Suppose you have to turn a volume strain of lead selenide into a pressure, and this calculation is your source for the bulk modulus. You can take 39 GPa, the value at the computed equilibrium, or 57 GPa, the value that the same calculation gives at the starting cell of 28.67 Å³ per atom. The choice changes the pressure for a small strain by almost half. Both numbers describe the same crystal with the same functional; they belong to different lengths of the Pb–Se contact.

ABINIT 10.8.3, DFT with the HCTH407 functional and JTH PAW PBE v2.0 sp datasets, for rocksalt PbSe without spin-orbit coupling or dispersion correction. The plane-wave cutoff is 408.171 eV, the k mesh 8×8×8 and the Fermi-Dirac smearing 0.05 eV. Energies are counted from the minimum of the fitted energy–volume curve.

| volume (Å³/atom) | energy (meV/atom) | pressure (GPa) |
| --- | --- | --- |
| 26.95 | 101.88 | 8.300 |
| 27.52 | 74.72 | 6.820 |
| 28.10 | 52.49 | 5.490 |
| 28.67 | 34.76 | 4.290 |
| 29.24 | 21.05 | 3.210 |
| 29.82 | 11.14 | 2.240 |
| 30.39 | 4.46 | 1.360 |

## What happens on compression

The series has no irregular row: energy and pressure both rise at every step of compression, and each step costs more than the one before. All seven cells are compressed, because the energy minimum lies at 31.43 Å³ per atom, beyond the largest volume computed. The starting cell is therefore already under 4.3 GPa in this description. The energy zero and the equilibrium modulus are extrapolations from the compressed side.

The energy column alone gives a poor idea of how the crystal hardens. The step into the smallest volume costs about 27 meV per atom, four times as much as the step between the two largest. Most of that growth would appear for an ordinary spring too, simply because the crystal is further from its minimum. A harmonic spring with the curvature of the extrapolated minimum gives 86 meV per atom at the smallest volume, against the computed 102.

The modulus tells more. It measures how fast the pressure rises for a given relative loss of volume, so it depends on the curvature of the energy and not on its height. Between the least and the most compressed pair of neighbouring rows it grows from 46 to 70 GPa. A modest excess in the energy goes with a large change in stiffness.

## Why the crystal hardens

In rocksalt, each atom sits between six neighbours of the other kind, and uniform compression shortens all these contacts together. Two opposing tendencies set their length. The attraction, partly ionic and partly covalent, changes slowly with distance. The repulsion comes from filled shells on neighbouring atoms that begin to overlap: the Pauli principle forces their electrons into states of higher energy, and this cost rises steeply as the atoms approach.

At equilibrium the two forces cancel, but their rates of change don't. When the contact shortens, the repulsive force grows faster than the attractive one, and the gap between these rates widens. Each further bit of shortening then meets more resistance than the last. This is the standard account of cohesion in such crystals; the table contains only total energies and pressures, so it shows the hardening and not the two parts separately. The Pb–Se contacts need not account for all of it either, since more distant neighbours, such as pairs of selenium atoms, approach each other too.

The size of the hardening can be read from the results. Call $E(r)$ the energy per atom at contact length $r$, and $E''$ its curvature, which acts as the spring constant of the crystal under uniform compression. From the least to the most compressed interval the contact shortens by only 3.3 %, yet $E''$ rises by 41 %. Each percent of shortening thus stiffens this spring by roughly a tenth.

## How much is hardening, how much is geometry

Even a spring of constant strength would make a compressed crystal somewhat stiffer. As the contacts shorten, the area over which their force is spread shrinks, so the same force counts as a higher pressure. To separate this geometric effect from true hardening, note that the volume per atom in rocksalt is $V=r^3$. With the pressure $P=-dE/dV$ and the bulk modulus $B=-V\,dP/dV$, two differentiations give

$$P=-\frac{E'}{3r^2},\qquad B=\frac{E''}{9r}+\frac{2P}{3}.$$

The first term is the spring itself, and the second comes from the shrinking area.

Now keep the spring constant fixed and see how far geometry leads. In the least compressed interval $E''$ is 7.81 eV/Å², which is 1251 GPa·Å (1 eV/Å³ is 160.2 GPa). The most compressed interval is centred on 27.24 Å³ per atom, so $r=27.24^{1/3}=3.009$ Å, and its mean pressure is 7.56 GPa. This gives

$$B=\frac{1251}{9\times3.009}+\frac{2\times7.56}{3}=46.2+5.0=51.2\ \text{GPa}.$$

The calculation itself gives 70.3 GPa there. Geometry at the actual pressure accounts for about 22 % of the rise in modulus, and the remainder needs a stiffer spring. The estimate takes its spring constant from the other end of the series; only the volume and pressure of the target interval enter. Its failure is therefore informative: a picture of PbSe as atoms joined by constant springs misses most of the stiffening.

The same point shows in the slope of modulus against pressure. For a constant spring, this slope is one at the minimum: two thirds come from the pressure term and one third from the shorter $r$. A straight line fitted to the six intervals between neighbouring rows gives

$$B\approx 38.6\ \text{GPa}+4.2\,P.$$

The excess over one is the mark of a spring that hardens.

## Why the equilibrium modulus is so low

The low modulus at equilibrium now has a simple reading. The computed minimum has a contact of 3.156 Å, while the starting cell has 3.061 Å. At the longer distance the filled shells overlap less, and the spring is softer. Compress the crystal back to the starting cell, whose volume is close to the measured one, and the modulus recovers to 57 GPa.

The large volume is thus the thing to explain, and the low modulus largely follows from it. HCTH407 was fitted to molecules and is known to make many solids too large, so the functional is the likely source. The table has no second functional to confirm this. The potentials were made for PBE, the one for lead keeps the outermost filled d shell frozen in the core, and spin-orbit coupling is left out. Each of these may shift the volume by an amount that these runs don't test.

How firmly is the minimum itself located? Integrating the fitted line for $B$ from the least compressed row gives 31.41 Å³ per atom from the pressures alone, in good accord with the energy fit. A parabola in $r$, fitted to all seven energies, puts the minimum at 31.09 Å³ instead, because it assumes the constant spring that the moduli contradict. A parabola in $1/r^2$, the second-order Birch form, has just as many constants and returns to 31.4 Å³. Equal steps in $1/r^2$ mean ever smaller steps in $r$ as the contact shortens, so this curve has hardening built into its shape. The printed analysis after this text has the interval values and the fits.

## What to do about it

Always quote the modulus together with its volume. If a strain is counted from the computed minimum, start from 39 GPa and let the modulus rise with pressure. If it is counted from the starting cell, which is close to the real crystal, the local value of 57 GPa is the consistent choice for small strains. It then gives the change in pressure, to which the 4.3 GPa that the calculation already has in that cell doesn't belong. Combining the experimental volume with the equilibrium modulus of this functional describes a crystal that is too soft for its size.

A constant modulus is acceptable only near the volume at which it was taken. With $B$ fixed, the pressure at volume $V$ is $B\ln(V_0/V)$, where $V_0$ is the equilibrium volume. For the largest volume in the table this gives 39.1 × ln(31.43/30.39) = 1.3 GPa, close to the computed 1.36. For the smallest it gives 39.1 × ln(31.43/26.95) = 6.0 GPa, well below the computed 8.3.

If the equilibrium values themselves matter, add a few volumes between about 31 and 33 Å³ per atom, so that the minimum lies inside the series. A higher plane-wave cutoff would also help there. The printed pressures lie slightly below the slope of the energies, by less than 0.1 GPa, because the basis is held fixed when the pressure is evaluated. That offset weighs most where the pressure is low, but it largely drops out of the pressure differences that give the modulus.

At the compressed end the crystal structure may set a limit. Real PbSe leaves the rocksalt form at a pressure of a few GPa, whereas these runs keep it throughout. The printed pressures can't tell which rows, if any, lie beyond that change, because the calculation already has 4.3 GPa in a cell close to the real one. The smallest volumes show how the rocksalt form hardens. To find where an actual sample leaves it, the competing structures have to be computed as well.

The analysis program printed:

```
Row values and values of the interval to the row above:
    row  harmonic_meV  mid_volume_A3  mid_P_GPa  B_GPa  curvature_eV_per_A2  slope_less_P_GPa
  26.95         86.27            n/a        n/a    n/a                  n/a               n/a
  27.52         64.73          27.24      7.564  70.32                11.03           0.03466
   28.1          46.5          27.81      6.159  64.55                10.29           0.06266
  28.67         31.47          28.38      4.894  59.32                9.606           0.06996
  29.24         19.51          28.96      3.753  54.73                9.009           0.08782
  29.82         10.49          29.53      2.724  50.22                8.405           0.05557
  30.39         4.311           30.1      1.799  45.88                7.808           0.07757
fit of bulk on 6 rows: constant 38.64 +/- 0.25, coefficient of pmid 4.208 +/- 0.051; rms 0.201, worst 30.39 0.332, leave-one-out rms 0.343
fit of energy on 7 rows: constant 34.73 +/- 0.17, coefficient of x -2387 +/- 8.3, coefficient of x**2 43642 +/- 715; rms 0.22, worst 29.82 -0.258, leave-one-out rms 0.596
fit of energy on 7 rows: constant 34.75 +/- 0.018, coefficient of f 2348 +/- 0.91, coefficient of f**2 39865 +/- 77; rms 0.024, worst 29.82 -0.05, leave-one-out rms 0.0524
Equilibrium volume from pressures alone, A^3/atom: 31.41
Minimum of the parabola in r, A^3/atom: 31.09
Minimum of the parabola in 1/r^2, A^3/atom: 31.4
Contact length at the extrapolated minimum, A: 3.156
Modulus at the given cell from pressures, GPa: 57.02
Rise of modulus from last to first interval, GPa: 24.44
The same rise with the curvature held fixed, GPa: 5.359
Share of the rise left with fixed curvature, percent: 21.93
Rise of the curvature from last to first interval, percent: 41.3
Shortening of the contact between these intervals, percent: 3.281
Energy above the harmonic spring at the smallest volume, meV/atom: 15.61
```
